**Breit and QED shares in the 4d⁶ levels of Pd⁴⁺: hand rules and their accuracy**

The table holds the 33 excited levels of 4d⁶ with first-order Breit and model-QED shares relative to ⁵D₄, from CI on Dirac orbitals in exchange-only KLI potentials with valence Slater integrals scaled by 0.85 and a P86 correlation estimate. The program tests share = dζ·Δx with x = ⟨Σ l·s⟩, taking Δx from the hand formula 2E/ζ − a within ⁵D and from a diagonalisation of d⁶ alone for all rows, along with a trace sum rule and a fit of Breit to QED plus an L(L+1) term. Within ⁵D the hand formula holds to 7 % with dζ = −56.6 cm⁻¹ (Breit) and +5.87 cm⁻¹ (QED), and over all rows the QED share follows Δx with an rms error of 0.67 cm⁻¹. The sum rule works for QED (9.49 against 9.18 cm⁻¹) and fails for Breit (−91.5 against −134.0 cm⁻¹). The two-term Breit rule has an rms error of 18.6 cm⁻¹ and a median error of 10 %, misses most at ⁵D₀ and ⁵D₁, and its constants shift when a spin term is added.

Calculated values. Levels of Pd⁴⁺ (Z = 46) from radial Dirac CI 1: relativistic configuration interaction with Dirac orbitals in exchange-only KLI potentials, closed core [Ar] 3d¹⁰, valence Slater integrals scaled by 0.85 and a P86 correlation estimate. Excitations are from 4s² 4p⁶ 4d⁶ ⁵D₄; the shares are their first-order parts from the zero-frequency Breit term and a model QED potential.

## The fit in Python

```python
# Table: Pd4+ 4d6 levels, radial Dirac CI (KLI orbitals, Slater scale 0.85, P86): excitation and first-order
# Breit / model-QED shares in cm-1 relative to 5D4. Tested: share = dzeta*dx, x=<sum l.s>; hand rules for dx and Breit.
T = {
    'level_configuration': ['4s2 4p6 4d6', '4s2 4p6 4d6', '4s2 4p6 4d6', '4s2 4p6 4d6', '4s2 4p6 4d6', '4s2 4p6 4d6', '4s2 4p6 4d6', '4s2 4p6 4d6', '4s2 4p6 4d6', '4s2 4p6 4d6', '4s2 4p6 4d6', '4s2 4p6 4d6', '4s2 4p6 4d6', '4s2 4p6 4d6', '4s2 4p6 4d6', '4s2 4p6 4d6', '4s2 4p6 4d6', '4s2 4p6 4d6', '4s2 4p6 4d6', '4s2 4p6 4d6', '4s2 4p6 4d6', '4s2 4p6 4d6', '4s2 4p6 4d6', '4s2 4p6 4d6', '4s2 4p6 4d6', '4s2 4p6 4d6', '4s2 4p6 4d6', '4s2 4p6 4d6', '4s2 4p6 4d6', '4s2 4p6 4d6', '4s2 4p6 4d6', '4s2 4p6 4d6', '4s2 4p6 4d6'],
    'level_term': ['5D', '5D', '5D', '5D', '3P', '3F', '3H', '3H', '3F', '3F', '3H', '3P', '3P', '3G', '3G', '3G', '3D', '3D', '3D', '1I', '1G', '1S', '1D', '1F', '3P', '3P', '3F', '3F', '3F', '3P', '1G', '1D', '1S'],
    'level_j': ['3', '2', '1', '0', '2', '4', '6', '5', '3', '2', '4', '1', '0', '5', '4', '3', '2', '1', '3', '6', '4', '0', '2', '3', '0', '1', '2', '4', '3', '2', '4', '2', '0'],
    'level_excitation': [2034.8, 3004.5, 3732.3, 4055.6, 17026.0, 18539.4, 20081.4, 20263.8, 21098.6, 21703.7, 22131.3, 22776.1, 23088.5, 25012.1, 26150.7, 26632.8, 28487.3, 29122.3, 29404.4, 31393.1, 31850.1, 34217.7, 35335.2, 39817.6, 43544.4, 44988.5, 47267.7, 47347.4, 48653.2, 48847.4, 54418.6, 70612.9, 89696.7],  # cm⁻¹
    'level_breit_share': [-75.9, -85.4, -110.0, -117.2, -7.5, 51.9, -103.7, -61.2, -76.5, -86.8, -151.7, -228.2, -152.9, -199.6, -191.1, -206.0, -76.9, -114.7, -123.4, -205.2, -276.3, -253.2, -201.3, -77.3, -45.7, -61.0, -144.3, -154.3, -249.0, -244.8, -197.5, -163.3, -170.3],  # cm⁻¹
    'level_qed_share': [7.5, 8.9, 11.5, 12.3, 0.3, -5.0, 3.9, 2.6, 5.6, 6.6, 11.6, 19.0, 12.4, 13.2, 13.5, 16.2, 5.4, 9.8, 9.1, 12.0, 20.3, 21.4, 13.9, 4.0, 3.0, 4.4, 10.4, 9.6, 18.3, 17.7, 12.3, 10.4, 11.4],  # cm⁻¹
    'ls_weight': [98, 95, 96, 95, None, None, 96, 72, None, None, 62, None, None, 72, 79, 82, 85, 94, 95, 96, None, None, None, 85, None, None, None, None, None, None, None, None, None],  # %
}
import numpy as np, itertools
from sympy.physics.wigner import wigner_3j as w3
F = {2: 80631.45, 4: 53277.23}; z = 1785.575; w0 = 0.97  # F2, F4, zeta(4d), LS weight of 5D4: outputs of the same run
t = T['level_term']; J = np.array([int(float(j)) for j in T['level_j']])
E, B, Q = (np.array(T[k], float) for k in ('level_excitation', 'level_breit_share', 'level_qed_share'))
w = np.array([np.nan if v is None else float(v) for v in T['ls_weight']])
S = np.array([(int(a[0])-1)/2 for a in t]); L = np.array(['SPDFGHI'.index(a[1]) for a in t])
nm = ['%s%d@%d' % (a, j, round(e)) for a, j, e in zip(t, J, E)]
dets = [sum(1 << i for i in c) for c in itertools.combinations(range(10), 6)]; ix = {d: i for i, d in enumerate(dets)}
E1 = np.zeros((10, 10, 210, 210)); cnt = lambda d, p: bin(d & ((1 << p)-1)).count('1')
for j, d in enumerate(dets):
    for q in range(10):
        if d >> q & 1:
            d1 = d ^ (1 << q)
            for p in range(10):
                if not d1 >> p & 1: E1[p, q, ix[d1 | (1 << p)], j] = (-1)**(cnt(d1, q)+cnt(d1, p))
one = lambda M: np.tensordot(M, E1, 2)
m = np.arange(-2, 3); lz = np.diag(m*1.0); lp = np.diag(np.sqrt(6.0-m[:-1]*(m[:-1]+1)), -1)
sz = np.diag([-.5, .5]); sp = np.array([[0., 0.], [1., 0.]]); I2, I5 = np.eye(2), np.eye(5)
X = one(np.kron(lz, sz)+.5*(np.kron(lp, sp.T)+np.kron(lp.T, sp))); H = z*X
for k in (2, 4):  # Coulomb repulsion up to a constant
    C = np.array([[(-1)**abs(a)*5*float(w3(2, k, 2, 0, 0, 0)*w3(2, k, 2, -a, a-b, b)) for b in range(-2, 3)] for a in range(-2, 3)])
    for q in range(-k, k+1):
        O = one(np.kron(C*(m[:, None]-m[None, :] == q), I2)); H = H+0.5*0.85*F[k]*O@O.T
Jz = one(np.kron(lz, I2)+np.kron(I5, sz)); Jp = one(np.kron(lp, I2)+np.kron(I5, sp))
s = np.where(abs(np.diag(Jz)) < 1e-9)[0]; ev, V = np.linalg.eigh(H[np.ix_(s, s)])
ex = lambda A: np.einsum('ij,ik,kj->j', V, A[np.ix_(s, s)], V)
Jm = np.rint((-1+np.sqrt(1+4*ex(Jp.T@Jp)))/2).astype(int); x = ex(X); mod = np.zeros(len(E), int)
assert Jm[0] == 4 and sorted(Jm[1:]) == sorted(J)   # table + 5D4 = all 34 levels of d6
for j in range(7): mod[np.where(J == j)[0]] = [i for i in range(1, len(ev)) if Jm[i] == j]
dx = x[mod]-x[0]; dE = ev[mod]-ev[0]-E; rms = lambda r: np.sqrt(np.mean(r**2))
def fit(lab, cols, y, n=nm):
    A = np.array(cols, float).T; c = np.linalg.lstsq(A, y, rcond=None)[0]; r = y-A@c; i = np.argsort(-abs(r))[:2]
    print(lab, 'coef', ' '.join('%.4g' % v for v in c), 'rms %.2f worst' % rms(r), ' '.join('%s:%+.1f' % (n[k], r[k]) for k in i))
    return c, r
g = np.where(S == 2)[0]; o = S < 2; ng = [nm[i] for i in g]; f = lambda v, p='%.2f': ' '.join(p % a for a in v)
a = 1-(J[g]*(J[g]+1)-12)/8; h = 2*E[g]/z-a
assert np.all(B*Q < 0) and np.all(abs(B[g]/Q[g]+10) < 1) and np.corrcoef(dx, Q)[0, 1] > 0.8
print('all energies cm-1; residual = table - rule; rounding floor 0.05 max, %.3f rms' % (0.1/12**.5))
print('5D J=3,2,1,0 dx Lande', f(a), '| E/zeta', f(E[g]/z), '| hand', f(h), '| diag', f(dx[g]))
print('5D B/E %', f(100*B[g]/E[g]), '| Q/E %', f(100*Q[g]/E[g], '%.3f'), '| B/Q', f(B[g]/Q[g], '%.1f'))
for lab, v in (('Lande', a), ('E/zeta', E[g]/z)): fit('5D B~'+lab, [v], B[g], ng); fit('5D Q~'+lab, [v], Q[g], ng)
cb, rb = fit('rule1 5D B~hand', [h], B[g], ng); cq, rq = fit('rule1 5D Q~hand', [h], Q[g], ng)
print('rule1 dzeta/zeta %%: B %.2f Q %.3f; err %% B' % (100*cb[0]/z, 100*cq[0]/z), f(-100*rb/B[g], '%.1f'), 'Q', f(-100*rq/Q[g], '%.1f'))
print('worked 5D0: 2E/zeta %.3f dx %.3f B %.1f (table %.1f) Q %.1f (table %.1f)' % (2*E[g[-1]]/z, h[-1], cb[0]*h[-1], B[g[-1]], cq[0]*h[-1], Q[g[-1]]))
mB, mQ = ((2*J+1)@B/210, (2*J+1)@Q/210); xh = -1-2*(1-w0)*E[(J == 4) & o].min()/z
print('rule2 mean over 210 states B %.1f Q %.2f; x0 diag %.2f hand %.2f; -x0(diag)*dzeta B %.1f Q %.2f' % (mB, mQ, x[0], xh, -x[0]*cb[0], -x[0]*cq[0]))
print('outside 5D mean+-sd B %.0f+-%.0f Q %.1f+-%.1f; B/Q median %.1f range %.1f..%.1f; top level B/E %.2f %%' % (B[o].mean(), B[o].std(), Q[o].mean(), Q[o].std(), np.median((B/Q)[o]), (B/Q).min(), (B/Q).max(), 100*B[-1]/E[-1]))
print('corr B,E %.2f Q,E %.2f Q,dx %.3f B,dx %.3f B,Q %.3f; d6 model E rms %.0f' % (*(np.corrcoef(u, v)[0, 1] for u, v in ((B, E), (Q, E), (Q, dx), (B, dx), (B, Q))), rms(dE)))
fit('all B~E', [E], B); c, rQ = fit('all Q~dx', [dx], Q); fit('all B~dx', [dx], B)
dL = L*(L+1)-6; dS = S*(S+1)-6; fit('all B~dx,dL(L+1)', [dx, dL], B)
c1, r1 = fit('all B~Q', [Q], B); c2, r2 = fit('rule3 B~Q,dL(L+1)', [Q, dL], B); fit('B~Q,dL(L+1),dS(S+1)', [Q, dL, dS], B)
print('rule3 median |err| %.0f %%; rms for LS weight>=90: %.1f, <90: %.1f, repeated terms: %.1f' % (100*np.median(abs(r2/B)), rms(r2[w >= 90]), rms(r2[w < 90]), rms(r2[np.isnan(w)])))
i = t.index('1I'); print('worked 1I6: r*Q %.1f + alpha*%d %.1f = %.1f (table %.1f); B~Q alone %.1f' % (c2[0]*Q[i], dL[i], c2[1]*dL[i], B[i]-r2[i], B[i], B[i]-r1[i]))
i = t.index('3H'); print('3H6->3H5 interval %.1f: dzeta/zeta scaling B %.1f, table %+.1f' % (E[i+1]-E[i], cb[0]/z*(E[i+1]-E[i]), B[i+1]-B[i]))
print('rows: level, model E - table, dx(diag), resid Q~dx, resid B~Q, resid rule3')
row = ['%-9s %+5.0f %+.2f %+.1f %+4.0f %+4.0f' % (nm[k], dE[k], dx[k], rQ[k], r1[k], r2[k]) for k in range(len(E))]
for k in range(0, len(row), 2): print(' | '.join(row[k:k+2]))
```

It prints:

```
all energies cm-1; residual = table - rule; rounding floor 0.05 max, 0.029 rms
5D J=3,2,1,0 dx Lande 1.00 1.75 2.25 2.50 | E/zeta 1.14 1.68 2.09 2.27 | hand 1.28 1.62 1.93 2.04 | diag 1.28 1.65 2.08 2.24
5D B/E % -3.73 -2.84 -2.95 -2.89 | Q/E % 0.369 0.296 0.308 0.303 | B/Q -10.1 -9.6 -9.6 -9.5
5D B~Lande coef -49.81 rms 13.62 worst 5D3@2035:-26.1 5D0@4056:+7.3
5D Q~Lande coef 5.184 rms 1.21 worst 5D3@2035:+2.3 5D0@4056:-0.7
5D B~E/zeta coef -53.18 rms 8.14 worst 5D3@2035:-15.3 5D2@3004:+4.1
5D Q~E/zeta coef 5.528 rms 0.65 worst 5D3@2035:+1.2 5D2@3004:-0.4
rule1 5D B~hand coef -56.55 rms 3.59 worst 5D2@3004:+5.9 5D3@2035:-3.6
rule1 5D Q~hand coef 5.871 rms 0.34 worst 5D2@3004:-0.6 5D0@4056:+0.3
rule1 dzeta/zeta %: B -3.17 Q 0.329; err % B -4.7 7.0 -0.8 -1.4 Q 0.1 6.5 -1.5 -2.5
worked 5D0: 2E/zeta 4.543 dx 2.043 B -115.5 (table -117.2) Q 12.0 (table 12.3)
rule2 mean over 210 states B -134.0 Q 9.18; x0 diag -1.62 hand -1.62; -x0(diag)*dzeta B -91.5 Q 9.49
outside 5D mean+-sd B -144+-78 Q 10.1+-6.2; B/Q median -13.9 range -26.6..-9.5; top level B/E -0.19 %
corr B,E -0.35 Q,E 0.19 Q,dx 0.995 B,dx -0.944 B,Q -0.955; d6 model E rms 2317
all B~E coef -0.003634 rms 85.43 worst 1G4@31850:-160.6 1S0@89697:+155.7
all Q~dx coef 5.745 rms 0.67 worst 3F4@18539:-1.4 1S0@34218:+1.2
all B~dx coef -76.5 rms 25.08 worst 3H6@20081:-54.6 5D0@4056:+54.5
all B~dx,dL(L+1) coef -73.47 -1.309 rms 20.90 worst 5D0@4056:+47.7 5D1@3732:+43.0
all B~Q coef -13.32 rms 23.41 worst 3H6@20081:-51.8 5D0@4056:+46.6
rule3 B~Q,dL(L+1) coef -12.78 -1.34 rms 18.61 worst 5D0@4056:+40.0 5D1@3732:+37.0
B~Q,dL(L+1),dS(S+1) coef -11.3 -0.905 5.374 rms 13.92 worst 3P2@48847:-26.8 3H4@22131:+22.6
rule3 median |err| 10 %; rms for LS weight>=90: 24.5, <90: 15.9, repeated terms: 16.4
worked 1I6: r*Q -153.4 + alpha*36 -48.2 = -201.6 (table -205.2); B~Q alone -159.8
3H6->3H5 interval 182.4: dzeta/zeta scaling B -5.8, table +42.5
rows: level, model E - table, dx(diag), resid Q~dx, resid B~Q, resid rule3
5D3@2035     +3 +1.28 +0.1  +24  +20 | 5D2@3004   +108 +1.65 -0.6  +33  +28
5D1@3732   +132 +2.08 -0.5  +43  +37 | 5D0@4056   +157 +2.24 -0.6  +47  +40
3P2@17026 +2697 +0.06 -0.0   -4   -9 | 3F4@18539  +155 -0.63 -1.4  -15   -4
3H6@20081 -1174 +0.64 +0.2  -52  -22 | 3H5@20264  -900 +0.61 -0.9  -27   +4
3F3@21099 +1038 +0.95 +0.2   -2   +3 | 3F2@21704 +1312 +1.31 -0.9   +1   +6
3H4@22131   -25 +1.88 +0.8   +3  +29 | 3P1@22776 +2604 +3.20 +0.6  +25   +9
3P0@23088 +2856 +2.32 -0.9  +12   +0 | 3G5@25012  -314 +2.12 +1.0  -24  -12
3G4@26151  +145 +2.46 -0.6  -11   +0 | 3G3@26633  +240 +2.96 -0.8  +10  +20
3D2@28487 +1795 +1.12 -1.1   -5   -8 | 3D1@29122 +1662 +1.84 -0.8  +16  +11
3D3@29404 +1525 +1.55 +0.2   -2   -7 | 1I6@31393 -1707 +2.09 -0.0  -45   -4
1G4@31850  +777 +3.33 +1.2   -6   +2 | 1S0@34218 +3157 +3.52 +1.2  +32  +12
1D2@35335 +3005 +2.50 -0.5  -16  -24 | 1F3@39818 +2008 +0.85 -0.9  -24  -18
3P0@43544 +3512 +0.58 -0.3   -6  -13 | 3P1@44988 +3450 +0.84 -0.4   -2  -10
3F2@47268 +2521 +1.87 -0.3   -6   -3 | 3F4@47347 +2275 +1.62 +0.3  -26  -24
3F3@48653 +2311 +3.11 +0.4   -5   -7 | 3P2@48847 +3358 +3.10 -0.1   -9  -24
1G4@54419 +2132 +2.16 -0.1  -34  -22 | 1D2@70613 +3878 +1.82 -0.0  -25  -30
1S0@89697 +6544 +1.93 +0.3  -19  -33
```
